# Seven points in the bands of zincblende CdSe

The zone centre Γ, with all three coordinates zero, is where a wave has the same phase in every cell. The point (0.5, 0, 0) is L, the zone boundary along a cube diagonal. The three points with equal, nonzero first and second coordinates lie a quarter, half and three quarters of the way from Γ to X, the boundary along a cube edge; the last point lies between X and the zone corner W.

Band levels of zincblende CdSe from ABINIT 10.8.3 at the BLYP-D3 level, with spin–orbit coupling and JTH PAW PBE v2.0 datasets. The calculation uses a fixed geometry, an 8×8×8 k mesh, a plane-wave cutoff of 326.5 eV and fixed occupations. Levels are counted from the valence top.

| point a (reciprocal cell vector) | point b (reciprocal cell vector) | point c (reciprocal cell vector) | level under 4 (eV) | level under 3 (eV) | level under 2 (eV) | level under 1 (eV) | level over 1 (eV) |
| --- | --- | --- | --- | --- | --- | --- | --- |
| 0.0000 | 0.0000 | 0.0000 | 0.000 | 0.000 | 0.000 | 0.000 | 0.340 |
| 0.1250 | 0.0000 | 0.0000 | -0.353 | -0.353 | -0.128 | -0.110 | 1.359 |
| 0.5000 | 0.0000 | 0.0000 | -0.947 | -0.947 | -0.710 | -0.710 | 2.166 |
| 0.1250 | 0.1250 | 0.0000 | -0.535 | -0.535 | -0.334 | -0.334 | 1.709 |
| 0.2500 | 0.2500 | 0.0000 | -1.171 | -1.171 | -1.011 | -1.011 | 3.039 |
| 0.3750 | 0.3750 | 0.0000 | -1.721 | -1.721 | -1.581 | -1.581 | 3.362 |
| -0.3750 | 0.5000 | 0.1250 | -2.150 | -2.047 | -2.001 | -1.958 | 3.839 |

"Level under 1" is the highest filled level and "level over 1" the lowest empty one, both counted from the valence top. Each entry has room for one electron, so a value printed twice is a degenerate pair.

## 1. Where is the gap smallest?

At Γ, where it is 0.340 eV. Both the highest filled and the lowest empty level lie there, so the gap is direct: an electron can cross it by emitting light without help from a lattice vibration.

## 2. Which edge moves more on leaving Γ?

The empty one. A quarter of the way to L it has risen by 1.019 eV, while the highest filled level has fallen by only 0.110 eV.

Chemistry explains the contrast. The lowest empty state is mostly built from s orbitals, the valence top mostly from Se 4p. At Γ, an s orbital on Cd meets equal positive and negative overlap with the p orbitals of its four Se neighbours, and the sum cancels. Away from Γ the neighbours differ in phase, the cancellation fails, and the two kinds of state mix and repel each other. The empty level is pushed up. The p orbital pointing along the wave is pushed down, while those perpendicular to it hardly take part, and they form the slowly falling valence top.

## 3. How strong is the push?

A free electron gives a measure. For small k, the length of the wave vector,

E(k) ≈ E(0) + ħ²k²/2m + pushes from levels below − pushes from levels above.

The cubic cell edge is a = √2 × 4.342 Å = 6.14 Å. A quarter of the way to L, k = √3π/(4a) = 0.2215 Å⁻¹. With ħ²/2m = 3.81 eV Å², the free-electron term is 3.81 × 0.2215² = 0.187 eV.

The computed rise is more than five times as large, so the push from below dominates. The same factor appears a quarter of the way to X, so the push, measured against k², is about equally strong in both directions. The estimate is no route to an effective mass, because the levels that repel each other have already moved far apart over this one step, and the push no longer grows as k². By L the rise is only about 0.6 of the free-electron value: the filled levels are now far away, higher empty states push down, and the band flattens.

The empty level at L still lies 1.826 eV above that at Γ. Electrons with a thermal energy of about 0.03 eV therefore stay near Γ, where the strongly curved band makes them light.

## 4. Why do the filled levels separate into two pairs?

On the lines to L and to X, symmetry would leave the two p orbitals perpendicular to the wave degenerate. Spin–orbit coupling separates them. It combines them into states that circulate about the direction of the wave, and the energy depends on whether the spin points with or against that circulation.

The numbers fit this picture. The means of the two pairs lie 0.234 eV apart a quarter of the way to L and 0.237 eV apart at L itself, although the levels fall a good deal in between. Once the p orbital along the wave has been pushed out of the way, what remains is set largely inside the Se atom. The close match may still be partly chance: nearer Γ, that p orbital mixes more into the lower pair and lifts it a little, and the share of Cd in the states also changes on the way to L.

## 5. Why does the separation shrink towards X?

It drops from 0.201 eV at a quarter of the way to 0.140 eV at three quarters. The valence states also contain some Cd p character. Near X, the phases between atomic layers make the Cd part circulate in the opposite sense to the Se part, so its spin–orbit contribution subtracts. The opposite sense follows from symmetry. That it is the main cause of the drop is expected, not computed; the spin–orbit contribution of each atom would settle it.

## 6. What would change without spin–orbit coupling, or with another anion?

Without it, and with energies still counted from the present zero, the four filled levels at L would merge near their present mean, −0.83 eV. At Γ, the four levels at zero would join a lower pair to form one sixfold p level. The valence top would sink and the gap would widen, by something of the order of a tenth of an electronvolt.

Replacing Se by Te strengthens the coupling, because the valence p electrons then pass close to a more highly charged nucleus; S weakens it. The separation in question 4 follows the anion accordingly.

## 7. Why do some pairs split although nothing is magnetic?

A quarter of the way to L, the upper pair is split by 0.018 eV. Time reversal guarantees only that a state at k has a partner of equal energy and opposite spin at −k. Inversion symmetry would bring both to the same k, but zincblende lacks it. A pair then needs other protection, such as the rotations and mirrors that leave k unchanged. On the way to L, these still hold the lower pair together, but not the upper one.

At L, k and −k are equivalent, so the pairs return. On the line to X, rotations and mirrors protect them. Between X and W too little symmetry is left, and all four levels differ.

## 8. Which digits can be trusted?

The degeneracies are the safest result, because symmetry fixes them. The spin–orbit separations should be fairly sound, since they compare states of similar orbital make-up, but their third decimal deserves no explanation.

The gap is wrong in its first digit: it is about a fifth of the measured value, roughly 1.7 eV. Spin–orbit coupling is already included, and lattice vibrations would normally lower the gap further. The main cause is the semilocal functional, which also places the Cd 4d levels too high, so that they push up the valence top. The cell, slightly larger than the measured one, adds to the error, and the use of BLYP with PBE datasets has an untested effect.

This error spreads to the band shapes. Levels that start too close together repel too strongly, so the empty band leaves Γ too steeply and its electrons look too light. A device model should take neither the emission colour nor the electron mass from this calculation.
